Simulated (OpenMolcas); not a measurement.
# SiH4 (SMILES [SiH4]): methods side by side

SiH4 has 5 atoms, charge 0, and is taken as a singlet. SMILES: `[SiH4]`. Geometry: relaxed at PBE0-D4/def2-TZVP.

```jsonl
{"atom": "Si", "x (Å)": "0.0000", "y (Å)": "0.0000", "z (Å)": "-0.0001"}
{"atom": "H", "x (Å)": "0.9676", "y (Å)": "-0.6884", "z (Å)": "0.8909"}
{"atom": "H", "x (Å)": "-1.3310", "y (Å)": "0.0449", "z (Å)": "0.6560"}
{"atom": "H", "x (Å)": "-0.1051", "y (Å)": "-0.7403", "z (Å)": "-1.2826"}
{"atom": "H", "x (Å)": "0.4685", "y (Å)": "1.3838", "z (Å)": "-0.2642"}
```

Quantity: the energy change with the Si1–H3 bond stretched from 1.485 to 1.856 Å, in eV. The values are calculated.

```csv
level,kind,program,value (eV),less FCI/STO-3G,CPU time (all runs)
SVWN5/STO-3G (restricted),LDA,OpenMolcas,1.27,-0.01,5.4 s
PBE/STO-3G (restricted),GGA,OpenMolcas,1.22,-0.06,6 s
B3LYP/STO-3G (restricted),global hybrid,OpenMolcas,1.33,+0.05,6.6 s
M06-2X/STO-3G (restricted),hybrid meta-GGA,OpenMolcas,1.44,+0.16,6.9 s
PBE0/STO-3G (restricted),global hybrid,OpenMolcas,1.37,+0.09,6 s
B2PLYP/STO-3G (restricted),double hybrid,OpenMolcas,1.40,+0.12,5.7 s
ACPF/STO-3G (restricted),coupled cluster or CI,OpenMolcas,1.28,0.00,3 s
FCI/STO-3G,exact in the basis,OpenMolcas,1.28,0.00,3.6 s
```

FCI/STO-3G is exact within its basis and frozen core, so for wave-function methods in that basis the difference is their error; functionals converge differently with the basis, so for them it is only a difference. The first shape isn't each level's own minimum. The values span 1.22 to 1.44 eV. All rows use very small basis sets, so even the best lies far from the true value. CPU times are rough (shared hosts, several kinds of processor): they show what a rung costs within a factor of a few.

Stretching one Si–H bond costs 1.28 eV in FCI, and ACPF reproduces this to the printed precision. This suggests that the stretched bond is still dominated by a single configuration, with the σ and σ* orbitals well enough separated for single and double excitations, plus ACPF's approximate size-consistency correction, to capture the correlation.

Among the functionals, the cost rises with the share of exact exchange: the two semilocal functionals lie lowest, followed by B3LYP, PBE0, B2PLYP and M06-2X. The cleanest comparison is PBE with PBE0, 1.22 against 1.37 eV, since they share the same correlation functional. In a restricted determinant, exact exchange leaves too much ionic character in a lengthening covalent bond, whereas semilocal exchange partly mimics the missing left-right correlation. The perturbative correlation in B2PLYP probably offsets some of its large exact-exchange share.

The stretch stops well short of separated SiH3 and H, so the agreement of ACPF with FCI can't be carried over to dissociation, where near-degeneracy becomes strong.
